Free-molecular drag on a sphere and the Epstein limit

A particle far smaller than the mean free path of the gas does not push a fluid aside. It is struck by single molecules, and the drag is the sum of the momentum that they bring and the momentum that they take away. This is the normal situation for a sub-micron particle in an etch, deposition or load-lock chamber below a few Torr, and for a nanosphere in an optical trap. The sum can be done exactly for a sphere at any speed.

1. Premises and conventions

The sphere has radius a and mass M. The gas has number density n, molecular mass m, temperature T and pressure p = nkT, with k the Boltzmann constant. We work in the rest frame of the sphere, where the gas drifts at speed u along +z. The force points along +z; in the chamber frame it opposes the motion of the sphere through the gas. Define

c_m = √(2kT/m), the most probable molecular speed,
v̄ = √(8kT/(πm)) = 2c_m/√π, the mean speed,
s = u/c_m, the speed ratio,
C_D = F/(½ n m u² πa²), the drag coefficient on the projected area.

P1. The Knudsen number Kn = λ/a, with λ the mean free path, is very large. Molecules that leave the sphere collide next at distances of order λ, where the sphere subtends a vanishing solid angle, so arriving molecules carry the distribution of the undisturbed gas.

P2. That distribution is a drifting Maxwellian. With ξ = c/c_m the scaled molecular velocity and ẑ the unit vector along z,

f d³c = n π^(−3/2) exp(−|ξ − sẑ|²) d³ξ.   (1)

P3. The sphere is rigid, M ≫ m, and molecules are classical points that interact with it only at its surface. A sphere is convex, so a molecule that leaves it does not strike it again.

P4. Nothing accumulates or reacts: each surface element returns at once as many molecules as it receives.

P5. Maxwell's wall model. A fraction 1 − σ of the arriving molecules, whatever their velocity, reflects specularly. The fraction σ loses all memory of its arrival and is re-emitted as from a gas at rest at the wall temperature T_w, the same over the whole surface.

Rotation and vibration of the molecule carry no linear momentum, so the force balance is the same for N2 as for a structureless particle of equal mass. They matter only for the energy balance that fixes T_w.

2. One beam on the sphere

By P1 the molecules act independently, so the gas may be split into beams of one velocity each and the forces added. Take a beam of density dn, velocity vector c and speed |c|. Let e be the outward normal of a surface element and θ the angle between e and −c, so that θ = 0 faces the beam. The element is hit only for θ < π/2, at the rate dn |c| cos θ per unit area. A ring at θ has area dA = 2πa² sin θ dθ. With μ = cos θ, three integrals over the lit hemisphere are needed:

∫ cos θ dA = 2πa² ∫₀¹ μ dμ = πa²,
∫ cos²θ dA = 2πa²/3,
∫ cos³θ dA = πa²/2.   (2)

Incident momentum. Each molecule brings momentum mc, and dn |c| πa² of them arrive per second:

dF_in = πa² m |c| c dn.   (3)

Specular reflection. The normal velocity component |c| cos θ is reversed and the tangential one is kept, so the wall receives 2m|c| cos θ along −e. The component along the beam is 2m|c| cos²θ, and the transverse components cancel around each ring. The force along the beam is dn |c| · 2m|c| · ∫cos³θ dA = πa² m |c|² dn, which equals (3). The reflected molecules therefore carry away no net momentum: the front cap sends them backwards, the rim lets them go on forwards, and on a sphere the two effects cancel. A mirror sphere feels the same force as one that absorbs every molecule.

Both fractions in P5 thus contribute the incident momentum, and the diffuse fraction adds the recoil of its re-emission:

F = F_in + σ F_w.   (4)

3. The incident momentum, averaged over the gas

Summing (3) over (1) gives

F_in = πa² n m c_m² G(s), G(s) = ⟨|ξ| ξ_z⟩,   (5)

where ⟨…⟩ is the average with the weight π^(−3/2) exp(−|ξ − sẑ|²). Transverse components vanish by symmetry about z.

Step 1, reduction to a scalar average. Put ξ = η + sẑ. The weight then depends on η alone, and d|η + sẑ|³/ds = 3|ξ|ξ_z. The Gaussian weight makes the integral converge uniformly, so one may differentiate under it:

G(s) = (1/3) dI/ds, I(s) = ⟨|ξ|³⟩.   (6)

Step 2, the angles. From here ξ is the magnitude and μ the cosine of the angle to z. Then |ξ − sẑ|² = ξ² + s² − 2ξsμ and d³ξ = 2πξ² dξ dμ. Since ∫ exp(2ξsμ) dμ from −1 to 1 is [exp(2ξs) − exp(−2ξs)]/(2ξs),

I = (1/(√π s)) ∫₀^∞ ξ⁴ {exp[−(ξ − s)²] − exp[−(ξ + s)²]} dξ.   (7)

Step 3, the radial integral. Substitute t = ξ − s in the first term, which then runs from −s to ∞, and t = ξ + s in the second, which runs from s to ∞. Split the first at t = s. On the symmetric interval from −s to s only the even powers in (t + s)⁴ survive, and beyond s the difference (t + s)⁴ − (t − s)⁴ is 8st³ + 8s³t:

√π s I = ∫ from −s to s of (t⁴ + 6s²t² + s⁴) exp(−t²) dt + ∫ from s to ∞ of (8st³ + 8s³t) exp(−t²) dt.

Write E = exp(−s²), let A_j be the integral of t^j exp(−t²) from −s to s, and B_j the same from s to ∞. The definition erf s = (2/√π) ∫₀^s exp(−t²) dt and integration by parts give

A₀ = √π erf s, A₂ = A₀/2 − sE, A₄ = (3/2)A₂ − s³E = (3/4)A₀ − (3s/2 + s³)E,
B₁ = E/2, B₃ = (s² + 1)E/2.

The terms in A₀ add to s⁴ + 3s² + 3/4. The terms in E add to −3s/2 − s³ − 6s³ + 4s³ + 4s + 4s³ = s³ + 5s/2. Dividing by √π s,

I = (s³ + 3s + 3/(4s)) erf s + (s² + 5/2) E/√π.   (8)

As s → 0, erf s → 2s/√π and I → 4/√π, the third moment of the speed in a gas at rest.

Step 4, the derivative. Use d(erf s)/ds = 2E/√π and dE/ds = −2sE. The coefficient of erf s becomes 3s² + 3 − 3/(4s²). The coefficient of E/√π becomes (2s³ + 6s + 3/(2s)) + 2s − (2s³ + 5s) = 3s + 3/(2s). Hence

G = (s² + 1 − 1/(4s²)) erf s + (s + 1/(2s)) E/√π.   (9)

Dividing (5) by ½ n m s² c_m² πa² gives C₀ = 2G/s², that is

C₀ = (2s² + 1) exp(−s²)/(√π s³) + (4s⁴ + 4s² − 1) erf(s)/(2s⁴).   (10)

4. The recoil of diffuse re-emission

Let σ = 1 in this section. A wall that erases the memory of arrival must emit what an equilibrium gas at T_w would send across the same plane, for otherwise it would disturb such a gas. The emitted molecules therefore fill the outward half of a Maxwellian with speed scale c_w = √(2kT_w/m) and a local density parameter n_w. This is the cosine law of emission. Integrating out the two tangential components leaves n_w exp(−c_n²/c_w²)/(√π c_w) for the normal velocity c_n > 0. With ∫₀^∞ t exp(−t²) dt = 1/2 and ∫₀^∞ t² exp(−t²) dt = √π/4, the emitted number flux and the recoil pressure are

J = n_w c_w/(2√π), p_w = n_w m c_w²/4, so p_w = (√π/2) m c_w J.   (11)

The emission is symmetric about the normal, so it exerts no shear. By P4, J equals the local arriving flux. The recoil acts along −e, and because T_w is uniform c_w comes out of the surface integral:

F_w = −(√π/2) m c_w ∫ J e dA.

For one beam J = dn |c| cos θ, the component of −e along the beam is cos θ, and (2) gives −∫J e dA = (2πa²/3) c dn. This is linear in the velocity vector, so the sum over beams needs only the mean velocity, ∫c dn = n u ẑ:

F_w = (π^(3/2)/3) a² n m c_w u.   (12)

The recoil force is exactly linear in u at every speed. The windward side receives more molecules, emits more and recoils more. Dividing by ½ n m u² πa² and using c_w/u = √(T_w/T)/s gives C_w = (2√π/(3s)) √(T_w/T). With (4) and (10) the full result is

C_D = (2s² + 1) exp(−s²)/(√π s³) + (4s⁴ + 4s² − 1) erf(s)/(2s⁴) + σ (2√π/(3s)) √(T_w/T).   (13)

The last term is absent for specular reflection (σ = 0) and has full weight for diffuse re-emission (σ = 1).

5. Limits

Fast flow. For s ≫ 1, erf s → 1 and E → 0 up to exponentially small terms, so C₀ → 2 + 2/s² − 1/(2s⁴). The value 2 is (3) for a single beam: F = πa² n m u².

Slow flow. Insert the series exp(−s²) = 1 − s² + s⁴/2 − s⁶/6 + … and erf s = (2/√π)(s − s³/3 + s⁵/10 − s⁷/42 + …) in (10). Multiplied by √π, the two terms are

s⁻³ + s⁻¹ − (3/2)s + (5/6)s³ + … and −s⁻³ + (13/3)s⁻¹ + (77/30)s − (191/210)s³ + …

The s⁻³ terms cancel, and the rest add to (16/3)s⁻¹ + (16/15)s − (8/105)s³:

C₀ = (16/(3√π s)) (1 + s²/5 − s⁴/70 + …).   (14)

The leading term also follows directly. To first order the weight in (1) is the resting Maxwellian times 1 + 2sξ_z, so G = 2s⟨|ξ|ξ_z²⟩ = (2s/3)(4/√π), and 2G/s² = 16/(3√π s).

Now convert to a force. F_in = ½ n m u² πa² · 16c_m/(3√π u) = (8√π/3) a² n m c_m u, and c_m = √π v̄/2 turns this into (4π/3) a² n m v̄ u. The ratio of C_w to the leading term of (14) is (2√π/3)(3√π/16)√(T_w/T) = (π/8)√(T_w/T). Therefore, for s ≪ 1,

F = (4π/3) δ a² n m v̄ u, δ = 1 + σ (π/8) √(T_w/T).   (15)

This is the Epstein drag (Epstein, 1924): δ = 1 for specular reflection and δ = 1 + π/8 = 1.393 for diffuse re-emission at T_w = T. The force is linear in u; C_D diverges as 1/s only because it is normalised to u².

The following values compare (10) with the leading term of (14) and list C_w for T_w = T.

s = 0.1: C₀ = 30.15, leading term 30.09, C_w = 11.82
s = 0.5: C₀ = 6.314, leading term 6.018, C_w = 2.363
s = 1: C₀ = 3.572, leading term 3.009, C_w = 1.182
s = 3: C₀ = 2.216, leading term 1.003, C_w = 0.394

For a sphere of density ρ_p, M = (4π/3)ρ_p a³. Since n m v̄ = 8p/(πv̄), the velocity damping rate γ = F/(Mu) is

γ = δ n m v̄/(ρ_p a) = 8δp/(π ρ_p a v̄).   (16)

It is proportional to pressure and inversely proportional to radius. At fixed pressure and δ it scales as √(m/T). In a gas mixture the species act independently and their rates add.

6. Range of validity

Knudsen number. The molecules coming off the sphere thin out as (a/r)² at distance r. The chance that an arriving molecule meets one of them is of order the integral of (a/r)² dr/λ from a outwards, which is a/λ. The relative correction is thus of order 1/Kn; its coefficient lies outside this derivation.

Speed. Equation (13) holds at any s as long as P1 and the wall model do. At large s the emitted molecules are slow and dense compared with the stream, and Kn must then be large compared with s√(T/T_w). Because F_w is exactly linear, (15) falls short of (13) by the fraction s²/(5δ) to leading order. For δ = 1.393 this reaches 1 % at s = 0.26.

Uniform wall temperature. Where the gas drifts towards an element with scaled normal speed x = s cos θ, the weight 1 + 2xξ_n and the half-range integrals of t, t², t³, t⁴ times exp(−t²), which are 1/2, √π/4, 1/2, 3√π/8, give a number flux proportional to 1 + √πx. The translational energy flux weights each molecule with ξ_n² + 1, the 1 being the tangential share, and is proportional to 1 + (5√π/4)x. If the sphere conducted no heat and the gas had no internal energy, local balance would give T_w/T = 1 + √πx/4, and p_w ∝ J√T_w ∝ 1 + (9/8)√πx. The recoil term grows by 9/8 and δ = 1 + 9π/64 = 1.442, which is 3.5 % above 1.393. The choice between the two cases is made by the Biot number Bi = h a/κ, where h is the gas-side heat transfer coefficient and κ the conductivity of the solid. P5 needs Bi ≪ 1.

Spin. If the sphere rotates with angular velocity vector ω, diffusely emitted molecules also carry the surface velocity a ω × e. The extra force is −σ m a ω × ∫J e dA = σ(2π/3) a³ n m u ω × ẑ. It is perpendicular to the drift, at most σωa/(2δv̄) of the Epstein drag, and leaves the drag unchanged.

Wall model. A single σ and a single T_w idealise the scattering of a real surface. At T_w = T the model spans δ = 1 to 1.393, and this range, not the mathematics, limits the accuracy. Adsorption, desorption or etching at the surface violates P4.

Gas state and other forces. A temperature gradient, or walls at unequal temperatures within a mean free path, distort (1) and add a thermophoretic force. Electric forces, ion drag and photon recoil are separate terms. Aggregates and flakes are neither spherical nor always convex.

7. Numerical illustration: 150 nm silica sphere in N2 at 1 Pa

The size is read as a diameter. Assumed or typical inputs: a = 75 nm; p = 1 Pa (0.01 mbar, 7.5 mTorr); T = 300 K; m = 28.0 u; hard-sphere diameter of N2 d = 0.37 nm; ρ_p = 2200 kg/m³ and κ = 1.4 W/(m K), as for bulk fused silica; trap frequency Ω/2π = 100 kHz. All results below are the model's for these inputs.

Gas and sphere: n = p/kT = 2.41×10²⁰ m⁻³, c_m = 422 m/s, v̄ = 476 m/s, n m v̄ = 5.35×10⁻³ kg/(m² s), M = 3.89×10⁻¹⁸ kg (3.89 fg).

Premises. The hard-sphere mean free path is λ = 1/(√2 π d² n) = 6.8 mm, so Kn = 9.1×10⁴; Kn falls to 100 only at 9.1 mbar (6.8 Torr). The mass ratio m/M is 1.2×10⁻⁸. The thermal de Broglie wavelength of N2, Planck's constant divided by √(2πmkT), is 0.019 nm, far below a. The finite molecular size enlarges the cross-section by about d/a = 0.5 %, and surface attraction with a typical range of a few tenths of a nanometre acts at a similar order. The thermal speed of the sphere along one axis, √(kT/M) = 3.3 cm/s, gives s = 7.7×10⁻⁵ and s²/5 = 1.2×10⁻⁹. The sphere is hit πa² n v̄ = 2.0×10⁹ times a second, or 2.0×10⁴ times per trap period, so the impacts act as a mean friction plus a Gaussian white-noise force, whose size is given below. A diffusely emitted molecule carries 2kT_w of translational energy by the integrals of section 6, and kT_w of rotation, with vibration assumed frozen. Then h = 3k n v̄/4 = 1.2 W/(m² K) and Bi = 6×10⁻⁸, so the sphere is isothermal and 1 + π/8, not 1 + 9π/64, is the diffuse value.

Damping from (16), for four assumed surface conditions:

σ = 0: δ = 1, γ = 32 s⁻¹, γ/2π = 5.2 Hz
σ = 0.8, T_w = 300 K: δ = 1.314, γ = 43 s⁻¹, γ/2π = 6.8 Hz
σ = 1, T_w = 300 K: δ = 1.393, γ = 45 s⁻¹, γ/2π = 7.2 Hz
σ = 1, T_w = 600 K: δ = 1.555, γ = 50 s⁻¹, γ/2π = 8.0 Hz

The trapped sphere obeys d²z/dt² + γ dz/dt + Ω²z = random force/M. For γ ≪ Ω the response near resonance is proportional to 1/[(ω − Ω)² + γ²/4], where ω is now the angular frequency of the motion, so γ/2π is the full width at half maximum of the peak in the position spectrum, and 1/γ is the energy decay time. For the third row the friction coefficient is Mγ = 1.75×10⁻¹⁶ kg/s, 1/γ = 22 ms, and the quality factor is Ω/γ = 1.4×10⁴. The linewidth per unit pressure is 0.72 kHz/mbar, or 0.96 Hz/mTorr.

The random force is not small against the drag at thermal speed, because the drag is only an imbalance of order s among the impacts. For T_w = T, friction removes mean-square momentum at the rate 2γ·MkT along one axis, and in equilibrium the random force must restore it, so the random impulse in a time τ ≪ 1/γ is √(2MγkTτ). For the third row and one trap period, τ = 10 µs, this is 3.8×10⁻²¹ kg m/s. It is the fraction √(2γτ) = 3.0 % of the thermal momentum √(MkT), so the oscillation is little disturbed within a period. The friction impulse Mγuτ at a constant u = √(kT/M) is only 5.7×10⁻²³ kg m/s, smaller than the random impulse by the factor √(2/(γτ)) = 67. The two become comparable only over times of order 1/γ.

The hot row matters because the trapping light heats the sphere while the gas cools it weakly. With full accommodation the gas removes 3k per collision and kelvin, which is 8.4×10⁻¹⁴ W/K, or only 25 pW at T_w = 600 K. Thermal radiation removes further heat, and the actual T_w follows from a balance with the absorbed laser power that is not modelled here. Doubling T_w raises γ by 12 %, and the random force then no longer corresponds to the single temperature T. Since γ ∝ p/(ρ_p a), any relative uncertainty of the gauge reading, the radius or the density passes directly into γ; colloidal silica is typically somewhat less dense than the bulk glass, which would raise γ in proportion. Two figures are all that the inputs support.

Stokes' law is far off here. With the approximate hard-sphere viscosity μ_g ≈ ½ n m v̄ λ, the Stokes force 6πμ_g a u exceeds (15) by the factor 9Kn/(4δ) = 1.5×10⁵.

The same sphere serves as a model contaminant in a process chamber. Equation (15) stays within 1 % up to s = 0.26, or 1.1×10² m/s. An uncharged oxide particle thrown off a valve or shield at an assumed u₀ = 10 m/s into still N2 at 1 Pa has s = 0.024 and slows as u₀ exp(−γt). With the third row it stops after u₀/γ = 22 cm, comparable to the diameter of a 300 mm wafer. Gravity, with the typical g = 9.81 m/s², bends the path on the scale g/γ² = 4.8 mm. Charge matters more: one elementary charge in an assumed field of 100 V/cm feels 1.6×10⁻¹⁵ N, close to the initial drag Mγu₀ = 1.75×10⁻¹⁵ N. At 100 Pa (0.75 Torr), where Kn = 9.1×10² keeps (16) valid, the model's stopping distance shrinks to 2.2 mm.